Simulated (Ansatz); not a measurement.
A surface is cut from this relaxed crystal of Yb:

```
Yb
1.0
     0.00000    2.61179    2.61179
     2.61179    0.00000    2.61179
     2.61179    2.61179    0.00000
Yb
1
Cartesian
  0.0000 0.0000 0.0000
```

Miller indices refer to the conventional cell of Fm-3m (No. 225), a = 5.224 Å, b = 5.224 Å, c = 5.224 Å, α = 90.00°, β = 90.00°, γ = 90.00°.

The (100) slab of 4 planes, 7.8 Å thick with 15 Å of vacuum as cut; outer planes Yb (top) and Yb (bottom).

Level of theory: DFT PBE, scalar-relativistic, plane waves, PAW in Ansatz 0.2.0. Settings: cutoff 420 eV, Γ-centred mesh 9×9×1 on the computed 4-atom cell, Gaussian smearing of 0.10 eV; no spin polarisation. A dipole correction removes the field between periodic images along c.

With the atoms at the bulk's places:

```
Surface energy (mean of both faces) : 0.58 J/m²
Work function                       : 2.60 eV
```

**Question.** What changes when all atoms relax?

**Answer.** The energy falls by 0.000 J/m² a face, and the largest move is 0.01 Å.

- Surface energy (mean of both faces): 0.58 J/m²
- Work function: 2.59 eV

```tsv
plane (bottom to top)	atoms	spacing to next, bulk (Å)	relaxed (Å)	change (%)
1	Yb	2.612	2.600	-0.5
2	Yb	2.612	2.625	+0.5
3	Yb	2.612	2.599	-0.5
4	Yb
```

Slabs this thin can still miss converged surface energies by a few hundredths of a J/m² and work functions by about a tenth of an eV.

Spin-orbit coupling is left out, which matters for the bands of heavy elements. Without a Hubbard U the f levels lie too near the Fermi level, so gaps, band edges and the localisation of f electrons are unreliable. A slab's gap narrower than the smearing isn't settled. Gaps are read on the k points sampled, so a band crossing between them can be missed.

Worked out: the slab's 4 atoms lie 0.993 eV above the same atoms in the bulk. Shared over two faces of 13.64 Å² this is 36.4 meV/Å², and 1 eV/Å² is 16.02 J/m², which gives 0.58 J/m². The cut crosses 4 bonds a cell (neighbours within 10 % of the shortest distances), so each costs 0.25 eV on this count.

Cutting Yb along (100) costs little energy, and the surface stays almost as the cut leaves it. The low cost follows from the metal's essentially divalent character: with the 4f shell filled, cohesion rests mainly on two diffuse 6s electrons with some 5d admixture, so the bonds lost at the surface are weak. The same loosely held electrons, at low density, keep the work function near 2.60 eV.

The outer spacings shrink by only 0.5 %, the usual sense for a metal whose surface charge smooths out and draws the top plane inward. The matching expansion in the middle is equally slight, and in so thin a slab it can't be read as a damped oscillation into the bulk.

The lattice constant of 5.224 Å is clearly shorter than that measured for Yb at ambient conditions. Probably the 4f states, placed too high, mix with the 5d band and add bonding that the real metal lacks. The cell holds one atom per plane, so a reconstruction with a larger period is not ruled out.
